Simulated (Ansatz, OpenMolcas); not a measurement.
## A ladder of methods for CH2FNOSi (SMILES O=C=N[SiH2]F)

CH2FNOSi has 7 atoms, charge 0, and is taken as a singlet. SMILES: `O=C=N[SiH2]F`. Geometry: relaxed at PBE0-D4/def2-TZVP. This is one conformer, not always the lowest.

```xyz
7

O    -0.5738   -2.9080   -0.5520
C    -0.3069   -1.8169   -0.2561
N    -0.0190   -0.7062    0.0761
Si    0.2121    0.9683    0.1889
F    -0.4202    1.6710   -1.0910
H    -0.4903    1.4703    1.3848
H     1.6593    1.2536    0.2037
```

Quantity: the energy change with the O1–C2 bond stretched from 1.162 to 1.742 Å, in eV. The values are calculated.

| level | kind | program | value (eV) | less CCSD(T)/cc-pVDZ | CPU time (all runs) |
| --- | --- | --- | --- | --- | --- |
| SVWN5/cc-pVDZ (restricted) | LDA | OpenMolcas | 5.14 | +0.48 | 52 s |
| PBE/cc-pVDZ (restricted) | GGA | OpenMolcas | 4.72 | +0.06 | 73 s |
| revPBE/cc-pVDZ (restricted) | GGA | OpenMolcas | 4.60 | -0.06 | 72 s |
| M06-L/cc-pVDZ (restricted) | meta-GGA | OpenMolcas | 5.08 | +0.42 | 92 s |
| BHLYP/cc-pVDZ (restricted) | global hybrid | Ansatz | 5.26 | +0.60 | 17 s |
| PBE0/cc-pVDZ (restricted) | global hybrid | Ansatz | 5.21 | +0.55 | 14 s |
| wB97X/cc-pVDZ (restricted) | range-separated hybrid | Ansatz | 5.21 | +0.55 | 60 s |
| PBE-QIDH/cc-pVDZ (restricted) | double hybrid | Ansatz | 5.43 | +0.77 | 21 s |
| RPA@PBE/cc-pVDZ (restricted) | RPA | Ansatz | 4.30 | -0.36 | 23 s |
| CCSD(T)/cc-pVDZ (restricted) | coupled cluster or CI | Ansatz | 4.66 | 0.00 | 45 s |

CCSD(T)/cc-pVDZ (restricted) is the highest level here, not the true value. Its T1 diagnostic reaches 0.037, a sign that one reference may not serve. The first shape isn't each level's own minimum. The values span 4.30 to 5.43 eV. Times are those of the runs behind each value, whatever else they computed, on shared processors of several kinds: orders of magnitude only.

Stretching the C–O bond of the isocyanate group is costly at every level, as expected for a strong multiple bond. The elongation weakens both σ and π overlap, bringing bonding and antibonding orbitals closer in energy and making left-right correlation more important. The three hybrids and the double hybrid all lie above PBE and revPBE, probably because exact exchange in a closed-shell determinant overweights ionic configurations that semilocal exchange partly offsets. Exact exchange isn't the only route to a high value, however: SVWN5 and M06-L, which contain none, also exceed both GGAs. RPA gives the lowest cost, at 4.30 eV.

PBE and revPBE bracket the coupled-cluster value closely, but agreement at one stretched geometry doesn't establish that either describes bond breaking correctly. Nor is the energy change a bond dissociation energy: full separation into the silyl isocyanide and ground-state atomic oxygen leads to a triplet, so the lowest dissociation path requires a spin change that this singlet stretch doesn't probe.
